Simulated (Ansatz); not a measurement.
**AsH3 (SMILES [H][As]([H])[H]): methods side by side**

AsH3: 4 atoms, total charge 0, spin state singlet. As SMILES, `[H][As]([H])[H]`. Geometry: a GFN2-xTB relaxation, a rough one for these elements and not checked as a minimum.

Each level gives the electronic atomisation energy (eV). The values are calculated. Electronic energies at fixed atoms, without zero-point motion or spin-orbit coupling.

| level | kind | program | value (eV) | CPU time (all runs) |
| --- | --- | --- | --- | --- |
| BLYP/STO-3G | GGA | Ansatz | 13.69 | 1.4 s |
| PBE/STO-3G | GGA | Ansatz | ? | 1.4 s |
| revPBE/STO-3G | GGA | Ansatz | ? | 1.4 s |
| r2SCAN/STO-3G | meta-GGA | Ansatz | 13.19 | 4.3 s |
| B3LYP/STO-3G | global hybrid | Ansatz | 13.48 | 1.4 s |
| PBE0/STO-3G | global hybrid | Ansatz | 13.03 | 1.4 s |
| CCSD(T)/STO-3G | coupled cluster or CI | Ansatz | 11.03 | 0.25 s |
| CCSDTQ/STO-3G | coupled cluster or CI | Ansatz | 11.03 | 6.5 s |
| FCI/STO-3G | exact in the basis | Ansatz | 11.03 | 0.38 s |

(1) Estimate what the levels marked ? give.

Answers

(1) As computed at these levels: PBE/STO-3G: 13.51 eV; revPBE/STO-3G: 13.25 eV. All-electron rows without a relativistic Hamiltonian named are non-relativistic. The values span 11.03 to 13.69 eV. All rows use very small basis sets, so even the best lies far from the true value. In the correlated wave-function rows the outer d shell of As is correlated, in sets not made for it. CPU times are rough (shared hosts, several kinds of processor): they show what a rung costs within a factor of a few.

The density functionals all bind AsH3 more strongly than full CI in the same basis, but this gap is not a measure of functional error. In a minimal basis the only empty orbitals are the As–H antibonding combinations, so the wave-function methods recover some left-right correlation in the bonds and little dynamic correlation. The functionals draw their correlation energy from the density, and so largely escape that limit.

The agreement of CCSD(T) with full CI at 11.03 eV fits a closed-shell hydride with single-reference character, and shows convergence in excitation level only. Even this value is above the known atomisation energy, although small basis sets usually underbind. The likely cause is that the STO-3G hydrogen exponent is contracted to suit molecules, which leaves the free atoms too high in energy.

Among the functionals, exact exchange lowers the binding from PBE to PBE0 and from BLYP to B3LYP. revPBE falls below PBE because its stronger gradient enhancement favours the more inhomogeneous densities of the separated atoms.
